**Student.** MP2 and CCD for silicon on a $4\times4\times4$ mesh share their denominators. If dropping the $q=0$ Coulomb term spoils one, it must spoil the other.

**Lecturer.** Estimate the damage by hand first.

**Student.** With a typical lattice constant $a\approx5.43$ Å the primitive cell holds $a^3/4\approx40$ Å$^3$, so $N_k=64$ points mean a supercell of $\Omega\approx2560$ Å$^3$. The dropped point stands for a reciprocal volume $(2\pi)^3/\Omega$, which I take as a sphere of radius $q_c=(6\pi^2/\Omega)^{1/3}\approx0.285$ Å$^{-1}$. In Gaussian units, with $e^2=14.4$ eV Å, the missing piece is
$$v\approx\int_{q<q_c}\frac{d^3q}{(2\pi)^3}\frac{4\pi e^2}{q^2}=\frac{2e^2q_c}{\pi}\approx2.6\ \text{eV}.$$
At $q=0$ an orbital overlaps only itself, so only occupied levels lose exchange. They sit $v$ too high, and each pair denominator is 5.2 eV too small. But the gap is 1.12 eV (compiled value, Wing 2021), and twice that is 2.24 eV. The denominator changes sign.

**Lecturer.** That gap is screened. The denominators contain Hartree–Fock levels with bare exchange, and the energy comes from whole bands rather than their edges. Assume a bonding–antibonding separation of 20 eV, an illustrative input, so $D=40$ eV.

**Student.** Then $|E_c|\propto1/D$ is too large by $2v/D\approx13\%$, and I say for both methods.

**Lecturer.** Now carefully. With $q=0$ omitted, the Coulomb kernel of a cubic supercell lattice is, for $r$ small against the supercell,
$$\frac{e^2}{r}+\xi+\frac{2\pi e^2r^2}{3\Omega}+\dots$$
The Madelung constant $\xi=-v$ is negative, and the $r^2$ term comes from the neutralising background. A $\Gamma$-centred $n\times n\times n$ mesh, $N_k=n^3$, gives an fcc supercell lattice of cube edge $L=na$. The Ewald formula, independent of $\kappa$, is
$$\frac{\xi}{e^2}=\sum_{\mathbf R\ne0}\frac{\operatorname{erfc}(\kappa R)}{R}+\frac{4\pi}{\Omega}\sum_{\mathbf G\neq0}\frac{e^{-G^2/4\kappa^2}}{G^2}-\frac{2\kappa}{\sqrt\pi}-\frac{\pi}{\kappa^2\Omega},$$
and it gives $\xi=-4.585\,e^2/L$. So $v=12.16\ \text{eV}/n$, which is 3.04 eV for your mesh.

**Student.** And correcting means subtracting $\xi$ from the kernel?

**Lecturer.** Yes. For spin orbitals normalised in the supercell, each label including $\mathbf k$, this adds $v\,\delta_{pr}\delta_{qs}$ to $\langle pq|rs\rangle$. The $q=0$ Hartree term cancels against the nuclei. In the exchange operator the addition is $-v$ times the projector on the occupied space, so the orbitals stay, $\varepsilon_i\to\varepsilon_i+\xi$, and virtual levels do not move. Take the CCD equation, with $i,j,k,l$ occupied, $a,b,c,d$ virtual, repeated $k,l,c,d$ summed, $\langle pq\|rs\rangle=\langle pq|rs\rangle-\langle pq|sr\rangle$, and $P(ij)$ meaning the term minus its copy with $i,j$ swapped:
$$(\varepsilon_i+\varepsilon_j-\varepsilon_a-\varepsilon_b)\,t_{ij}^{ab}=\langle ab\|ij\rangle+\tfrac12\langle ab\|cd\rangle t_{ij}^{cd}+\tfrac12\langle kl\|ij\rangle t_{kl}^{ab}+P(ij)P(ab)\langle kb\|cj\rangle t_{ik}^{ac}+Q(t).$$
The left side gains $2\xi t_{ij}^{ab}$. Count the right side.

**Student.** Each ladder gains $+v\,t_{ij}^{ab}$. In $\langle kb\|cj\rangle$ the direct part $\langle kb|cj\rangle$ needs $\delta_{kc}$, which vanishes. The crossed part $-\langle kb|jc\rangle$ gains $-v\,\delta_{kj}\delta_{bc}$, and since $t$ is antisymmetric the four permutations add up to $-4v\,t_{ij}^{ab}$. The source term gains nothing, nor does the quadratic part $Q$, which contains only $\langle kl\|cd\rangle$. The total is $(1+1-4)v\,t=2\xi t$. It equals the left side.

**Lecturer.** So the equation with both corrections and the equation with neither are the same equation. The converged amplitudes agree, and so does $E_c=\tfrac14\langle ij\|ab\rangle t_{ij}^{ab}$, summed over all labels. A constant added to the pair interaction only shifts the $N$-electron Hamiltonian by $vN(N-1)/2$.

**Student.** Identical does not mean accurate.

**Lecturer.** True. Each singular term is a quadrature of $4\pi e^2f(\mathbf q)/q^2$, whose error is $\xi f(0)$ plus terms of order $1/N_k$. Correcting everything removes the $\xi f(0)$ pieces, and the uncorrected equation inherits that accuracy through the identity. Xing and Lin (2024) analysed this for gapped systems. MP2 is the first iteration from $t=0$, so it holds no contraction to cancel the $2\xi$. Uncorrected, its finite-size error goes as $N_k^{-1/3}$, and the same holds in general for any fixed number of iterations. With corrected levels it goes as $1/N_k$.

**Student.** I want numbers.

**Lecturer.** Take one Si–Si bond with two orthogonal hybrids, two electrons, and zero differential overlap. Assume an on-site repulsion $U=11.2$ eV and an intersite repulsion $W=e^2/d=7.2$ eV for centres $d=2.0$ Å apart. For the bonding orbital 1 and the antibonding orbital 2, $J_{11}=J_{22}=J_{12}=J=(U+W)/2=9.2$ eV and $K=(U-W)/2=2.0$ eV. With $D=2(\varepsilon_2-\varepsilon_1)=40$ eV in the infinite-mesh limit, the single amplitude obeys
$$K+2\Delta\,t-Kt^2=0,\qquad 2\Delta=D+J_{11}+J_{22}-4J_{12}+2K,\qquad E_c=Kt=\Delta-\sqrt{\Delta^2+K^2}.$$
Here $J_{11}$ and $J_{22}$ are the ladders and $-4J_{12}$ is the crossed term. This gives $2\Delta=25.6$ eV and $E_c=-0.155$ eV, which is exact for the model because singles vanish by symmetry. MP2 gives $-K^2/D=-0.100$ eV.

On the mesh, with the hybrids treated as points in the $r^2$ term, $U\to U-v$ and $W\to W-v+2\eta$, where $\eta=\pi e^2d^2/3\Omega$ is 0.0235 eV at $n=4$. Then $J\to J-v+\eta$ and $K\to K-\eta$. Exchange enters $\varepsilon_1$ as $-J$ and $\varepsilon_2$ as $-K$, so $D\to D-2v+4\eta$, and $2\Delta$ does not move at all. These are the model's changes of $|E_c|$ in per cent from its infinite-mesh value:

| $n$ | $v$ (eV) | MP2, uncorrected ($v$ alone) | CCD, only levels corrected ($v$ alone) | MP2, corrected ($\eta$) | CCD, both or neither ($\eta$) |
|---|---|---|---|---|---|
| 4 | 3.04 | 17.9 | -19.0 | -2.6 | -2.3 |
| 6 | 2.03 | 11.3 | -13.5 | -0.8 | -0.7 |
| 8 | 1.52 | 8.2 | -10.5 | -0.3 | -0.3 |

From $n=4$ to 8 the uncorrected MP2 entry falls by a factor 2.2 and the last column by a factor 8.

**Student.** So correcting the levels repairs MP2 and damages CCD?

**Lecturer.** If the contractions are left alone, yes, since then $2\Delta\to2\Delta+2v$. Now account for your 13%.

**Student.** For CCD I missed the whole cancellation. The order-$\xi$ term is zero, and the $-2.3\%$ is a different term. For MP2 the ratio of 17.9 to 13 is 1.38. One factor is $3.04/2.6=1.17$, but why is the sphere low? It holds the whole singularity.

**Lecturer.** The sphere gives $3.94\,e^2/L$, so the lattice value is 1.16 times larger, and the rest is your rounding. The other mesh points also undersample. Since $\nabla^2q^{-2}=2q^{-4}>0$, the average of $q^{-2}$ over a cell exceeds its value at the centre, by about $\tfrac16\langle\delta q^2\rangle\,2q^{-4}=q_c^2/5q^4$ with $\langle\delta q^2\rangle=\tfrac35q_c^2$. Integrating that outside $q_c$ adds $2e^2q_c/5\pi$, the same order in $1/L$, for a factor 1.2. This overshoots a little, partly because $q^{-4}$ is itself smaller at the mesh points than its cell average.

**Student.** The other factor is my linearisation. The true fraction is $2v/(D-2v)$ with $2v=6.08$ eV, which multiplies $2v/D$ by $40/33.92=1.18$, and $1.17\times1.18=1.38$.

**Lecturer.** The $1/N_k$ term then pulls the other way. With $\eta$ included, $(K-\eta)^2/(D-2v+4\eta)$ gives 14.8% in place of 17.9%, so your 13% looks closer than it earned. Pairs of different bonds are missing from the model. With the same $D$ their MP2 energy carries the same $v$ fraction, while their $q=0$ point is one finite term among 64, of order 1.6%, comparable to the $\eta$ columns. Those columns therefore show a size and a scaling, not a sum.

**Student.** Silicon screens strongly. Shouldn't $\xi$ be divided by the dielectric constant?

**Lecturer.** Not in MP2, whose levels are bare. Screening matters for charged states. Adding or removing an electron in the supercell leaves a finite-size term of order $v/\epsilon$ in the correlated gap, 0.26 eV at $n=4$ with $\epsilon=11.7$ (compiled value, Ioffe Institute). Double excitations are neutral, which is why the term vanishes for CCD.

**Student.** Can I quote 18% for silicon?

**Lecturer.** Quote it as the model's. The valence correlation energy of silicon is typically about 2 eV per bond, so one isolated bond in a minimal basis falls short by more than a factor of ten, and only the fractions carry meaning. They depend on the assumed $D$, with the $v$ term giving 25% for 30 eV and 11% for 60 eV. A larger basis moves weight to larger denominators and lowers the fraction, while band dispersion supplies smaller ones and raises it. The value of $v$, the powers of $N_k$ and the cancellation depend on none of this.